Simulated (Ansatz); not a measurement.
## BiRu: pressure against volume per atom

Periodic Kohn-Sham DFT of a crystal at fixed atoms; pressure and stress are positive in compression; the energy is the free energy less that of spherical unpolarised free atoms; site moments are those in the method's own spheres, positive along +z. The results are calculated, by Ansatz 0.2.0.

Cell of the first row (space group Fm-3m, No. 225):
```
CELL_PARAMETERS angstrom
0.00000 2.71860 2.71860
2.71860 0.00000 2.71860
2.71860 2.71860 0.00000
ATOMIC_POSITIONS crystal
Ru 0.00000 0.00000 0.00000
Bi 0.50000 0.50000 0.50000
```

Settings of every row: method frozen-core PAW; functional PBE; relativity scalar; k mesh 10x10x10; filling fermi-dirac; smearing width 0.05 eV; wave cutoff 420 eV; paw set soft_2.

Atom start moment: 0 on all atoms.

Limits: no spin-orbit coupling on heavy atoms; the cell comes from a prototype or a list of computed structures and needn't be the stable phase.

```csv
row,volume per atom (Å³),pressure (GPa)
1,20.092,8.131
2,20.722,?
3,21.363,0.024
4,22.004,-3.075
5,22.645,-5.652
```

Question: what pressure should row 2 give?

Worked fit of pressure. Take u = (V_r/V)^(2/3) − 1 with V_r = 21.684 Å³ an atom, which is twice the finite (Eulerian) strain; such expansions in the strain, on which the Birch-Murnaghan equation of state is built, carry the rest volume and the bulk modulus. The shown rows have u = 0.05215, 0.00999, -0.00972, -0.0285. Least squares give pressure = −1.6016 + 157.77 × u + 553.04 × u² GPa; a straight line predicts inner rows, each left out in turn, worse (root mean square 0.55 against 0.016 GPa). The rows lie off it by 0.001, -0.006, 0.008, -0.003 (root mean square 0.0052 GPa). The pressure vanishes at u = 0.0098, or V = 21.37 Å³ an atom, and there the bulk modulus at fixed shape and fractions is B = −V dP/dV = (2/3)(1 + u) dP/du = 114 GPa. The withheld row has u = 0.03071, so the fit gives −1.6016 + 157.77 × (0.03071) + 553.04 × (0.03071)² = 3.765 GPa.

The calculation gave 3.746 GPa. The fit lies 0.019 GPa (0.14 % of the column's range) above it; its largest miss of a shown row is 0.008 GPa.
